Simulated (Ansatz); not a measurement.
# SiO3: the change of pressure with volume per atom

Results calculated with Ansatz 0.2.0 development build, not measured. Equation of state of a cubic crystal from periodic Kohn-Sham density functional theory without spin; pressure corrected for the finite basis.

Cell of the first row (space group Pm-3m, No. 221):
```
CELL_PARAMETERS angstrom
3.39900 0.00000 0.00000
0.00000 3.39900 0.00000
0.00000 0.00000 3.39900
ATOMIC_POSITIONS crystal
Si 0.00000 0.00000 0.00000
O 0.50000 0.00000 0.00000
O 0.00000 0.50000 0.00000
O 0.00000 0.00000 0.50000
```

Settings of every row: formula SiO3; structure type ReO3; functional PBE; spin treatment none; k mesh 31x31x31; occupation method fermi-dirac; occupation width 0.061225619 eV; wave cutoff 420 eV; datasets soft-1 PAW; density cutoff ratio 4.

Limits: a cubic model structure, not a phase known at ambient conditions.

| row | volume per atom (Å³) | pressure (GPa) | energy above lowest point (meV/atom) |
| --- | --- | --- | --- |
| 1 | 9.818 | 14.092 | 26.05 |
| 2 | 10.027 | 8.883 | 11.13 |
| 3 | 10.235 | 4.191 | 2.66 |
| 4 | 10.444 | ? | ? |
| 5 | 10.653 | -3.84 | 2.57 |
| 6 | 10.862 | -7.265 | 9.84 |
| 7 | 11.071 | -10.348 | 21.36 |

Question: what pressure should row 4 give?

Worked fit of pressure. Take u = (V_r/V)^(2/3) − 1 with V_r = 10.444 Å³ an atom, which is twice the finite (Eulerian) strain; such expansions in the strain, on which the Birch-Murnaghan equation of state is built, carry the rest volume and the bulk modulus. The shown rows have u = 0.04207, 0.02754, 0.01357, -0.01312, -0.02582, -0.03812. Least squares give pressure = −0.0356 + 301.386 × u + 815.65 × u² GPa; a straight line predicts inner rows, each left out in turn, worse (root mean square 0.49 against 0.015 GPa). The rows lie off it by 0.005, 0.000, -0.013, 0.009, 0.009, -0.009 (root mean square 0.0085 GPa). The pressure vanishes at u = 0.0001, or V = 10.44 Å³ an atom, and there the bulk modulus at fixed shape and fractions is B = −V dP/dV = (2/3)(1 + u) dP/du = 201 GPa. The withheld row has u = 0, so the fit gives −0.0356 + 301.386 × (0) + 815.65 × (0)² = -0.036 GPa.

The calculation gave -0.035 GPa. The fit lies 0.001 GPa (2.9 % of the value, 0.0041 % of the column's range) below it, one unit of the last digit.

The other values of row 4: energy above lowest point 0 meV/atom.
